Before a surface, a defect or an elastic constant of α-tin is computed, someone has to choose the size of the crystal cell: keep the lattice as supplied, or let the method find its own. With the PBE density functional, that choice decides whether the model tin carries a built-in pressure of about 4 GPa. It also decides whether the tin comes out half as stiff again as it is at PBE's own resting volume. Symmetry hides the problem, because in the diamond lattice the forces on the atoms cancel at any volume. The stress, or the energy followed over several volumes, reveals it.

In the table, volume is the space per atom, and energy is counted per atom from the bottom of a curve fitted through the seven rows. Two magnitudes are worth remembering. Shortening every bond by 5 % from PBE's preferred length costs about 0.1 eV per atom. In the range covered here, each further 1 % of shortening raises the resistance to compression by roughly 15 %.

α-Tin in the diamond structure, computed with JDFTx 1.7.0 (patched build) using PBE without spin polarisation, scalar-relativistic PseudoDojo 0.5 standard pseudopotentials, a 979.61 eV plane-wave cutoff, a 7×7×7 k mesh and Fermi-Dirac smearing of 0.05 eV. The cell is scaled at fixed shape, and energies are counted from the minimum of a Birch-Murnaghan fit.

| volume (Å³/atom) | energy (meV/atom) |
| --- | --- |
| 31.77 | 106.99 |
| 32.45 | 77.36 |
| 33.13 | 53.42 |
| 33.80 | 34.60 |
| 34.48 | 20.36 |
| 35.16 | 10.21 |
| 35.83 | 3.70 |

The energy falls as the cell grows, but each equal step in volume gains less than the one before. The first step lowers the energy by 29.6 meV per atom, the last by only 6.5 meV. No row breaks this order. The rows descend one wall of an energy well, whose floor lies about one and a half steps beyond the largest volume. The position of that floor is therefore an extrapolation, whereas the energy differences between rows don't depend on it.

The slope of the wall is a pressure: the energy released in a step, divided by the volume gained, is the pressure that would hold the crystal there. It falls from 7.0 GPa between the first two rows to 1.5 GPa between the last two. At the supplied cell, the row at 33.80 Å³, it is 3.9 GPa. The calculation keeps the diamond lattice throughout, while real α-tin turns into its metallic β form under modest pressure. These pressures thus describe the bonds of one lattice, not a path that a sample would follow.

The way the slope changes carries the chemistry. It gives the bulk modulus, the pressure needed per fractional loss of volume, which climbs from 45 to 65 GPa as the bonds shorten by 2.6 %. Shared out over the two bonds that each atom owns, the stiffness against uniform squeezing rises by 35 % over the same span. If the bonds were ideal springs, that stiffness would stay constant. The bonds of tin harden as they are pressed.

A standard tight-binding model accounts for this hardening by two effects that depend differently on distance. The powers of the bond length it uses are assumed, not computed here. Neighbouring atoms gain energy by sharing electrons, and the gain grows when their orbitals come closer. The model takes it to vary as 1/d², where d is the bond length, borrowing the scaling of the kinetic energy of an electron spread over a length d. This attraction alone would pull the crystal together without limit.

The opposing effect is Pauli repulsion. Electrons of the same spin can't occupy the same state, so where filled clouds overlap, their waves must develop extra wiggles, which cost kinetic energy. The cost depends on the overlap and on the strength of the coupling between the orbitals. The model takes their product to grow as 1/d⁴. That exact power is a convention, since different pairs of orbitals are expected to change their overlap at different rates. What matters is that the repulsion is the steeper term.

At the bottom of the well, the two slopes cancel and the pressure is zero. When the bonds are shortened, both effects become stronger, but the repulsion gains more. The net slope is the difference between them, and it widens with every step inwards. Read in the other direction, from small volume to large, the same difference closes, and this is why the energy drops in the table shrink.

The argument can be put into one line. Take the energy as A/d⁴ − C/d², with A and C positive constants, and require a minimum at the bond length d₀. This fixes C = 2A/d₀², and the energy above the minimum becomes a perfect square:

E = (9/8) B₀V₀ [(V₀/V)^(2/3) − 1]²

Here V is the volume per atom, V₀ its value at the minimum and B₀ the bulk modulus there. The factor 9/8 makes the curvature at the minimum agree with B₀, and (V₀/V)^(2/3) is simply (d₀/d)².

The smallest cell, at 31.77 Å³, shows how the estimate works. The fitted curve puts V₀ at 36.9 Å³ and B₀ at 35.6 GPa, so that B₀V₀ is 8.2 eV and the prefactor 9.2 eV. The bracket is 0.105, and its square times the prefactor gives 0.10 eV. Without intermediate rounding the result is 102 meV, against the 107 meV in the table.

That is 5 % too low, at the row where the model is strained most. The agreement deserves a sober reading, because V₀ and B₀ come from a Birch-Murnaghan fit to all seven rows, this one included. Close to the minimum, any smooth curve with the right V₀ and B₀ would do well. What the estimate tests is the lopsidedness of the well, and a balance of 1/d⁴ against 1/d² supplies most of it. The same formula is known as the second-order Birch-Murnaghan equation, so success with it supports the shape of the curve rather than one particular picture of the bond. The output printed after this text sets the estimate beside every row.

The shortfall has a direction: the computed wall is steeper than the model's. A plausible reason is that the repulsion between electron clouds grows at these distances with a higher power of 1/d than the fourth, perhaps with the filled 4d shells of tin taking part. For any balance of two powers m and n of 1/d, the modulus at the minimum rises by (m + n)/3 + 2 per unit of pressure. That is 4 for the model against 4.97 in the fit, which asks for m + n near 9 instead of 6. Over so short a range the energies are expected to fix little more than this sum, so they can't tell how the extra steepness divides between repulsion and bonding.

The balance also explains why a small change of bond length has such a large effect on the modulus. In the model, the repulsion contributes a positive part that grows as 1/d⁷, while the bonding subtracts a part that grows as 1/d⁵. At the minimum these parts stand in the ratio 7 to 5, so the modulus is a modest remainder of two larger terms. Its own power is (7×7 − 5×5)/(7 − 5) = 12, far above either of the two. Over the compressed rows the model's power drops to about 11, while the computed one is nearly 14, so the computed curve is again the steeper.

This steepness belongs to one solid being squeezed, and it must not be confused with a familiar rule for the family of tetrahedral solids. Across that family, an empirical rule has the modulus fall on average only as roughly the third or fourth power of the bond length, though single steps stray from it. Each member rests at its own minimum, where attraction and repulsion are already in balance. Its modulus then scales like a bond energy divided by a volume, and the volume alone accounts for 1/d³. A bond energy falling as 1/d² would make it 1/d⁵, somewhat steeper than the rule but still far below 12. Squeezing a single crystal upsets the balance itself. To guess how a related crystal responds to pressure, one should therefore start from its own resting volume and modulus and apply the square above, not read the answer from a comparison between materials. Where the modulus rises faster with pressure than the model's 4, as it does in tin, the square will run low.

The supplied cell counts as compressed because PBE prefers longer bonds. Its fitted minimum corresponds to 2.88 Å, against 2.80 Å in the supplied cell, which is close to the size of real α-tin. Spin-orbit coupling and lattice vibrations, both left out here, also influence the volume, but overlong bonds between heavy atoms are a well-known habit of this functional. The 9 % growth in volume is therefore mainly a property of the method and no sign of a change in structure.

The choice of cell then follows from the purpose. For elastic constants, or for a defect whose surroundings should be free of stress, the PBE minimum is the consistent starting point. At the supplied cell the modulus is 54 GPa instead of about 36 GPa, a difference that comes from the compression alone. It doesn't tell which of the two lies nearer to the measured modulus, because a functional that makes bonds too long usually makes them too soft as well. For a property that depends on the true distance between atoms, the supplied cell can be the better choice, provided that its pressure is known and reported. In either case, a few more volumes on the far side of the minimum should come first, so that V₀ and B₀ are enclosed by computed points.

The analysis program printed:

```
Energy and the two-power balance:
    row  bond_A  computed_meV  balance_meV  miss_meV
  31.77   2.743           107        101.8    -5.177
  32.45   2.762         77.36        74.14    -3.225
  33.13   2.781         53.42        51.56    -1.858
   33.8     2.8          34.6        33.63   -0.9726
  34.48   2.819         20.36        19.91   -0.4461
  35.16   2.837         10.21        10.04   -0.1671
  35.83   2.855           3.7        3.673  -0.02738
Slope between each row and the one before:
    row  midpoint_A3  drop_meV  pressure_GPa
  32.45        32.11     29.63         7.022
  33.13        32.79     23.94         5.673
   33.8        33.46     18.82          4.46
  34.48        34.14     14.24         3.375
  35.16        34.82     10.15         2.405
  35.83        35.49      6.51         1.543
Change of slope, at the volume named in the first column:
    row  volume_A3  bond_A  modulus_GPa  stiffness_per_bond_eV_A2
  33.13      32.45   2.762        64.73                     7.225
   33.8      33.13   2.781        59.46                     6.744
  34.48       33.8     2.8        54.27                     6.254
  35.16      34.48   2.819        49.43                      5.79
  35.83      35.16   2.837        44.86                     5.341
First energy drop over last energy drop: 4.551
Pressure at the supplied cell, GPa: 3.917
Bulk modulus, largest over smallest: 1.443
Shortening of the bond over the same span, percent: 2.633
Rise of stiffness per bond over the same span, percent: 35.28
Power of inverse bond length in the bulk modulus: 13.74
Rise of modulus per rise of pressure: 4.543
Extrapolated bond length at the minimum, A: 2.883
Distance of the minimum beyond the last row, in volume steps: 1.593
Miss of the balance at the smallest volume, percent of the energy: -4.839
```
